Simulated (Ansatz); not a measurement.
# Loss of CH4: C3H7FGe → C2H3FGe + CH4

Species: C3H7FGe `C=C[CH2][GeH2][F]`, singlet; C2H3FGe `C#[C][GeH2][F]`, singlet; CH4 (methane) `C`, singlet. 

Shapes, held fixed at every level: PBE0-D4/def2-TZVP. Flexible molecules stand in one conformer, not always the lowest. Programs: Ansatz 0.2.0. The zero-point and thermal change to 298 K, harmonic and unscaled (PBE0-D4/def2-TZVP), is -11.7 kJ/mol.

(1) Estimate ΔH(298 K) of this reaction.

Answers

(1) The highest level, CCSD(T)/def2-TZVPP, gives ΔH(298 K) = +109.6 kJ/mol; the levels span +90.3 to +142.3. The column of differences is taken from that level and isn't an error. No measured value is set beside it here. Relativity is left out for Ge unless named. Correlated rows may include outer-core shells of Ge, which these sets cover unevenly.

```csv
level,kind,ΔH(298 K) (kJ/mol),less CCSD(T)/def2-TZVPP
HF/def2-TZVPP,Hartree–Fock,+90.3,-19.3
PBE-D4/def2-TZVPP,GGA,+135.1,+25.5
PBE0-D4/def2-TZVPP,global hybrid,+142.3,+32.7
r2SCAN0-D4/def2-TZVPP,global hybrid,+136.5,+26.9
wB97X-V/def2-TZVPP,range-separated hybrid,+129.0,+19.4
MP2/def2-TZVPP,perturbation theory,+106.0,-3.6
CCSD/def2-TZVPP,coupled cluster or CI,+109.1,-0.5
CCSD(T)/def2-TZVPP,coupled cluster or CI,+109.6,0.0
```

Loss of methane is clearly endothermic at every level. The numbers of C–H, Ge–H, Ge–C and Ge–F bonds are unchanged, so in essence a C–C σ bond is traded for the second π bond of the alkyne. That π bond is the weaker of the two because sideways p overlap is less effective. The stronger bonds formed by the sp carbons, to hydrogen and to germanium, recover only part of the cost.

Hartree–Fock gives the smallest enthalpy and all four density functionals lie above the coupled-cluster values, probably because the methods treat correlation between neighbouring bonds in the intact chain differently. Exact exchange alone doesn't order the functionals, since PBE0-D4 lies above PBE-D4. Perturbative triples shift the CCSD result by only 0.5 kJ/mol, which suggests that strong multireference character doesn't govern the reaction energy. Fragmentation into two molecules should be favoured by entropy, so the positive enthalpy alone doesn't settle whether elimination becomes spontaneous on heating, nor how fast it would be.
